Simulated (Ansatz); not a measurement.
# The HOMO–LUMO gap down a group: C to Ge

All atoms of one element are swapped for its congeners: C2H3F3 (1,1,1-trifluoroethane) `CC(F)(F)F`; Si(SiH3)F3; Ge(GeH3)F3. All are singlets with charge 0.

Shapes, held fixed at every level: PBE0-D4/def2-TZVP. Programs: Ansatz 0.2.0. Values in eV.

Q: How should the HOMO–LUMO gap change along the series?

A: At wB97X-V/def2-TZVPP the HOMO–LUMO gap falls at every step, from 16.71 to 13.16 eV. Every level shows the same order. Relativity is left out for Ge unless named. Orbital gaps aren't excitation energies, and the LUMO depends on the basis.

| level | C2H3F3 | Si(SiH3)F3 | Ge(GeH3)F3 |
| --- | --- | --- | --- |
| PBE-D4/def2-TZVPP | 9.75 | 6.90 | 6.41 |
| r2SCAN-D4/def2-TZVPP | 11.14 | 7.50 | 7.12 |
| B3LYP-D4/def2-TZVPP | 11.73 | 8.70 | 8.17 |
| r2SCAN0-D4/def2-TZVPP | 13.32 | 9.45 | 9.20 |
| wB97M-V/def2-TZVPP | 16.15 | 13.00 | 12.75 |
| wB97X-V/def2-TZVPP | 16.71 | 13.53 | 13.16 |

The gap narrows mainly between carbon and silicon, from 16.71 to 13.53 eV with wB97X-V, while the step from silicon to germanium is much smaller in every row. The likely cause is the central bond between the two group 14 atoms. Going from the second to the third shell, the valence orbitals become more diffuse and overlap less, so the σ level rises and the σ* level falls. The heavier σ bond probably supplies most of the HOMO, whereas in trifluoroethane the occupied frontier levels are deeper C–H and C–C bonding combinations. Germanium then changes little because its filled 3d shell screens the nuclear charge poorly, keeping its size and valence energies close to those of silicon.

The functionals differ far more in the absolute gap than silicon and germanium do from each other, probably through their different shares of exact exchange, so the ordering is better supported than any single value. Gaps alone don't show whether the rising HOMO or the falling LUMO contributes more.
